## The quantity

The energy less reference is the energy per atom of a ZrTi₂ crystal computed with one mesh of k points, minus the energy of the same crystal with an 18×18×24 mesh. Atoms and cell stay fixed, so the difference measures only how well the mesh samples the electron states. The pressure less reference is defined in the same way. The calculation uses density-functional theory with the r2SCAN functional.

ZrTi2 in the AlB2 structure (3 atoms per cell, a = 4.724 Å, c = 3.003 Å), computed at fixed geometry with Ansatz 0.2.0 using r2SCAN and scalar-relativistic plane-wave PAW, without spin polarisation. The cutoff is 500 eV, the Gaussian smearing 0.1 eV, and all k meshes are Gamma-centred, with 18×18×24 as reference. Energies are extrapolated to zero smearing; pressure is positive in compression.

| k mesh | energy less reference (meV/atom) | pressure less reference (GPa) | irreducible k points |
| --- | --- | --- | --- |
| 3x3x1 | -337 | 13.5 | 3 |
| 3x3x2 | -160 | -4.86 | 6 |
| 3x3x4 | -32.0 | -0.836 | 9 |
| 6x6x6 | 4.45 | 0.321 | 28 |
| 6x6x8 | 2.45 | 0.058 | 35 |
| 9x9x10 | -1.45 | -0.037 | 72 |
| 9x9x12 | 0.397 | 0.046 | 84 |
| 12x12x14 | 0.204 | -0.02 | 152 |
| 12x12x16 | -0.436 | -0.02 | 171 |
| 15x15x18 | 0.122 | 0.013 | 270 |
| 15x15x20 | 0.176 | -0.002 | 297 |

The coarsest mesh puts the energy 337 meV/atom too low, which is more than 30 kJ per mole of atoms. With 12 or 15 divisions in the plane the difference stays below 0.5 meV/atom, but it changes sign and does not shrink at each step. These are two kinds of failure, and they share one cause.

## What a mesh puts in place of the crystal

An electron state in a crystal carries a wave vector $\mathbf k$, which tells how the phase of the wave changes from cell to cell. The energy of the electrons in their bands is an average over all $\mathbf k$. A mesh with $N$ divisions along an axis allows only waves that repeat after $N$ cells, so it replaces the infinite crystal by a block of $N$ cells closed on itself.

The error is the part of the energy that notices this closing. Let $f(\mathbf k)$ be the energy of the occupied states, measured from the Fermi level. With the bands and the Fermi level held fixed, the mesh average differs from the true one by

$$\Delta E=\sum_{\mathbf T\neq 0} f_{\mathbf T}.$$

Here $\mathbf T$ runs over the repeat vectors of the block, and $f_{\mathbf T}$ is the Fourier component of $f$ that belongs to $\mathbf T$. Long repeats matter little when $f$ is smooth. In a metal it isn't smooth, because occupation stops at the Fermi surface.

## A chain that shows both failures

Take a chain of atoms with band energy $-2t\cos ka$, where $t$ is the coupling between neighbours and $a$ their distance, and fill half of the band. The exact energy of the occupied states, averaged over $k$, is $-2t/\pi\approx-0.64\,t$.

Two mesh points fall on the bottom and the top of the band. The electrons fill the bottom, and the average is $-t$, far too low. The mesh offers the most strongly bonding state and leaves out the many weaker ones that a real chain must also fill.

Four points give $-0.50\,t$, now too high, because two of them lie exactly at the Fermi level and add no bonding. Six points give $-0.67\,t$, slightly too low again, and none lies at the Fermi level. The sign thus depends on where the points fall relative to the Fermi level, much as a molecule with a closed shell is more stable than one with half-filled levels at the top.

## The coarse meshes: one axis forgotten

The c axis of this cell is short, only 3.003 Å, and a short axis in space means a long one in reciprocal space. In 3×3×1 the k points are about four times as far apart along c as in the plane. Refining c alone, from one division to two and then four, brings the error from −337 to −160 and −32.0 meV/atom. At that stage the spacing is nearly even, yet the mesh is still too coarse: an even mesh is not yet a dense one.

For 3×3×1 and 3×3×2 the chain suggests why the energy is too low: the few allowed waves overstate the bonding along c. The stresses from the same calculations fit this reading. Counted positive in compression, the stress along c is wrong by −28 GPa in 3×3×1 and −22 GPa in 3×3×2, so the cell pulls itself together along c far too strongly. In 3×3×1 the stress in the plane is wrong as well, by +34 GPa, which a chain along c does not explain. Which orbitals carry this excess bonding is not resolved here.

## The dense meshes: the Fermi surface

From 6×6×6 on, the error takes both signs, as it does in the longer chains. It is negative for 9×9×10 and 12×12×16 and positive for the other six meshes. The mesh 12×12×16 has more irreducible k points than 12×12×14, 171 against 152, and still lies farther from the reference, at −0.436 against 0.204 meV/atom.

The smearing entropy offers a test of the explanation. Smearing lets levels close to the Fermi level be partly filled, and the entropy term grows with the number of such levels. Among these eight meshes it is smallest in just the two with a negative error, as for a chain with no level at the Fermi level. The tabulated energy is the free energy plus half of the entropy term, which extrapolates it to zero smearing. The pattern doesn't come from this addition, because the free energy alone errs with the same sign in all eight meshes. In the three coarse meshes the link is absent: their entropy term lies above that of the reference although their energy is too low. Errors across whole bands, not only near the Fermi level, are a likely reason, but the outputs do not separate the two. For 12×12×16 some caution is due, since that run alone took in extra bands, with an effect on the energy that is unknown.

## How fast the error fades

A general argument tells how fast the error should fall, but gives neither its prefactor nor its sign. Along one line through reciprocal space, $f$ has a kink where the line crosses the Fermi surface, and the Fourier component of a kink falls as $1/L^2$, with $L$ the length of the repeat. Neighbouring lines cross a curved surface at different places, so their waves largely cancel. Only a cap with an area proportional to $1/L$ survives, which leaves

$$|\Delta E|\approx \frac{A}{L^3}.$$

For $L$ I take the shortest repeat, which is the number of divisions along c times 3.003 Å. The constant $A$ comes from a least-squares fit to the logarithms of the errors of the seven meshes from 3×3×4 to 12×12×16, and is about $3.1\times10^4$ meV Å³ per atom.

The mesh 15×15×20 was not part of the fit. Its repeat is $20\times3.003=60.06$ Å, so the estimate is $3.1\times10^4/60.06^3\approx0.14$ meV/atom, where the table has 0.176. For 15×15×18, also outside the fit, the estimate is 0.19 and the table has 0.122. Both agreements are only weak support, because the reference mesh has an error of similar order itself.

In the fitted rows the law is typically off by a factor of 1.6, as expected of a formula that ignores the oscillation and the repeats in the plane. For 3×3×1 it gives more than 1000 meV/atom, three times too much, because a law for long repeats has no ground at a repeat of one cell. An exponential decay, the form proper to an insulator, misses the fitted rows by a typical factor of 1.8. That is too close for these few scattered rows to decide between the two, so the cubic law rests on the argument about the Fermi surface. At long repeats the smearing of 0.1 eV, which rounds the kink, must make the error fall faster; the table does not show where this sets in.

For a similar metal the law gives a first guess. Doubling every division cuts the typical error to about an eighth and costs eight times as many k points before symmetry is used. A cell with a shorter axis needs more divisions along that axis to reach the same $L$.

## How the failure shows in the numbers

A small last step is a poor sign of convergence. From 6×6×6 to 6×6×8 the energy changes by only 2.0 meV/atom, while 2.45 meV/atom still separate it from the reference. Two neighbouring meshes can err to the same side, and their agreement then hides the common error.

The spread over three successive meshes is a safer measure. In this table it exceeds the remaining energy difference of the last of the three in each of the nine cases that can be formed. For the three meshes ending with 12×12×16 it is $0.397+0.436=0.833$ meV/atom, against a remaining 0.436.

The pressure can look good while the shape of the cell is under a false load. For 6×6×8 it is off by 0.058 GPa, but the stress along c is off by 0.33 GPa and partly offset by an error of −0.08 GPa in each of the two directions in the plane. Before the ratio of the axes is relaxed, each stress component should therefore be checked. The forces give no warning at all: symmetry holds every atom in place, so they vanish even on the worst mesh.

The reference is itself a finite mesh. Put into the cubic law, its repeat of $24\times3.003\approx72$ Å gives an error of the order of 0.1 meV/atom. The two 15×15 meshes differ from the reference by an amount of the same order, so the table cannot tell which of them is better.
